**Q:** These seven rows squeeze rocksalt BiTe in equal steps of volume. The first squeeze from the largest cell costs almost nothing and the last one is expensive. Is that more than a crystal being pushed further and further from its equilibrium?

OpenMX 3.8.5 calculations of rocksalt BiTe with PBE, the OpenMX 2013 pseudopotentials and standard atomic-orbital basis, without spin polarisation or spin–orbit coupling. All volumes use a Γ-centred 7×7×7 k mesh, Fermi–Dirac smearing of 0.05 eV and a grid of 36×36×36 points. Energies are counted from the minimum of the fitted equation of state.

```
volume (Å³/atom)  energy (meV/atom)
           31.82              74.88
           32.50              50.58
           33.18              31.46
           33.85              17.18
           34.53               7.68
           35.21               2.00
           35.89              -0.02
```

**A:** Most of it is just that, but not all. Going down in volume from 35.89 to 35.21 Å³ costs about 2 meV per atom, and going from 32.50 to 31.82 costs about 24. Even an ideal spring would show growing steps, because you push against a force that you have already built up. What an ideal spring would not show is a change in its own stiffness, and this crystal does become stiffer as it shrinks.

**Q:** How can I see the stiffness change without first choosing some curve?

**A:** Use the work that compression takes. The energy of a step divided by its change in volume is the mean pressure during that step. It rises from about 0.5 GPa in the step at the largest volumes to nearly 6 GPa in the step at the smallest. The rate at which this pressure rises, multiplied by the volume, is the bulk modulus, and three neighbouring rows are enough to estimate it. Around 35.21 Å³ such an estimate is 45 GPa, and around 32.50 Å³ it is 59 GPa.

**Q:** So the same relative squeeze needs more pressure once the crystal is already compressed. What inside the crystal does that?

**A:** Each atom has six neighbours of the other element, all at the same distance, and uniform compression shortens all these contacts together. Two tendencies compete. Bonding and electrostatic attraction pull the atoms together, and they change fairly gently with distance. The repulsion comes from electron clouds that are forced to overlap: the Pauli principle keeps their electrons out of the same states, which costs energy. Since the clouds fall off roughly exponentially, this cost climbs fast when the atoms approach.

At the equilibrium volume the two forces cancel. Squeeze the crystal, and the repulsion gains more than the attraction does, so there is a net push outwards. Squeeze it again by the same amount, and the repulsion gains even more than before. That is the stiffening. The table contains only the total energy, so this division into two parts is an argument from general theory, while the stiffening itself can be read from the rows.

**Q:** Can that picture be put into a formula that is simple enough to use by hand?

**A:** Yes. Call the volume per atom V and the contact length d. In rocksalt V = d³, and I mark the values at the energy minimum with a zero. Now let the energy be a parabola, not in the volume, but in the inverse square of the contact length:

E = (9/8) B V₀ [(d₀/d)² − 1]²

Here E is the energy per atom above the minimum and B is the bulk modulus at the minimum. The factor 9/8 makes the formula agree with the ordinary spring law, E = B (V₀ − V)²/(2V₀), for very small compressions. This is the second-order Birch–Murnaghan equation.

Multiply out the square, and you find a constant, an attractive term in 1/d² and a repulsive term in 1/d⁴. The repulsive term is the steeper one, as the physical picture asks. Do not take the two powers as the true laws of force between Bi and Te; they are a compact way to let repulsion win on compression.

**Q:** Let me try it on the most compressed row. What do I need?

**A:** You need B and V₀. A least-squares fit of this parabola to all seven rows, with the height of the minimum also left free, gives B = 41.7 GPa and V₀ = 35.94 Å³. Since 1 eV/Å³ is 160.2 GPa, this modulus is 0.260 eV/Å³.

Start with the spring that never stiffens. The compression is 35.94 − 31.82 = 4.12 Å³, and the spring law gives 0.260 × 4.12²/(2 × 35.94) = 0.061 eV, or 61 meV per atom.

Now use the stiffening form. The ratio V₀/V is 35.94/31.82 = 1.129, and its power 2/3, which is (d₀/d)², is 1.085. The energy is then (9/8) × 0.260 × 35.94 × 0.085² = 0.076 eV. With unrounded intermediate values it comes to 75 meV, which is what the table has.

**Q:** So stiffening adds a bit more than a fifth to the energy of an ideal spring. But that row was in the fit. Should I be impressed by the agreement?

**A:** Not by that row alone. A fairer comparison gives other curves the same freedom. Take a parabola in the volume and a parabola in the contact length, each with three free constants and each fitted to the same seven rows. Their typical misses are 0.4 and 0.2 meV per atom, against 0.07 for the Birch–Murnaghan form.

**Q:** All of those are tiny beside 75 meV. I would have accepted any of the three.

**A:** And you would have taken home very different crystals. The parabola in volume gives a bulk modulus of 56 GPa at its minimum, the one in contact length gives 50, and the Birch–Murnaghan form gives 42. The first is about a third higher than the last. A curve can follow the energies closely and still be wrong about their curvature at one end, and the modulus is a curvature.

**Q:** Why is the error so large, and why upwards?

**A:** Because the rows all lie on the compressed side of the minimum. A parabola in volume has one fixed curvature, so the fit gives it a compromise that suits the middle of the range. There it does well: at 33.85 Å³ its modulus is 55.9 × 33.85/35.72 = 53 GPa, where 35.72 Å³ is the volume of its own minimum, and the Birch–Murnaghan curve has practically the same stiffness there. The trouble starts when this compromise is carried to the minimum, where the real curve is softer.

Had the volumes been spread evenly about the minimum, the stiffer compressed side and the softer expanded side would largely have balanced, and even the plain parabola would have given a reasonable modulus. Here there is no soft side to balance the stiff one.

**Q:** Is there a way to tell in advance how much stiffening a given curve allows?

**A:** Look at B′, the rate at which the modulus grows with pressure. With P = −dE/dV and B = V d²E/dV², differentiation gives B′ = −1 − V E‴/E″, where the primes on E count derivatives with respect to volume. For a parabola in the variable Vᵖ, the ratio V E‴/E″ at the minimum is 3(p − 1), so B′ = 2 − 3p.

A parabola in volume has p = 1 and B′ = −1, so it makes the crystal slightly softer under pressure. A parabola in contact length has p = 1/3 and B′ = 1, which is some stiffening but too little. The Birch–Murnaghan form has p = −2/3 and B′ = 4. When B′ is left free in a fit to the same energies, it comes out at 3.89, close enough to explain why the simple form works here.

**Q:** Then I shall write down 42 GPa as the bulk modulus of BiTe.

**A:** Write it down as the modulus of cubic BiTe in this calculation, and keep the error bar wide. The fitted minimum lies just beyond the last row, so the modulus belongs to a point that the rows approach from one side only. Spin–orbit coupling is also left out, and for an element as heavy as bismuth it can shift both volume and stiffness. For a comparison with real samples there is a more basic obstacle: BiTe under ordinary conditions is known as a layered crystal, which will not respond to pressure like this cubic one.

**Q:** One thing still bothers me. When I work out the modulus from three neighbouring rows, it does not fall smoothly towards larger volumes. It stays near 56 GPa around 33.18 and 33.85 Å³, then drops to 46 around 34.53. Does something happen to the crystal there?

**A:** Nothing physical is needed to explain it. The energy at 33.85 Å³ lies about 0.13 meV per atom below the smooth curve. In a three-row estimate the middle energy counts twice, so this small dip enters as 0.26 meV. Divide by the square of the volume step, 0.677 Å³, and multiply by the volume: 0.26/0.677² × 33.85 is about 19 meV/Å³, or 3 GPa.

The dip therefore raises the estimate centred on its own row by 3 GPa. In the estimates centred on the two neighbouring rows it counts once and with the opposite sign, so it lowers them by half as much. That turns a steady decline into a flat stretch followed by a drop, and it accounts for most of the irregularity. The slightly negative energy in the last row is a similar matter: the zero is the minimum of a smooth fitted curve, and a single energy may fall a little below it.

**Q:** Where does a dip of a tenth of a meV come from?

**A:** These rows can't settle that, but there are two candidates. One is the numerical grid: it keeps the same number of points while the cell grows, so its spacing changes from row to row, and the energy may ripple slightly as a result. The other is the k mesh. The cell has an odd number of valence electrons, so without spin polarisation a band stays partly filled, and a fixed mesh may sample the edge of the filled states a little differently at each volume. Repeats with a finer grid and with a denser k mesh, one change at a time, would show whether either removes the dip.

**Q:** Suppose I have another crystal with a known modulus and want the cost of a moderate squeeze. What do I take from this one?

**A:** Start with the spring law, then raise the result by the fraction (B′ + 1)/3 times the relative compression. This is the next term in the expansion about the minimum. For the smallest cell here, with B′ = 4, it gives 5/3 × 4.12/35.94, or 19 %, where the full stiffening is about 22 %. The correction is small for a squeeze of a percent or two and can't be ignored at ten.

If you have to find the modulus yourself, check first on which side of the minimum your volumes lie. When they all lie on one side, add a few on the other before you trust the curvature, however well the curve seems to pass through the points.
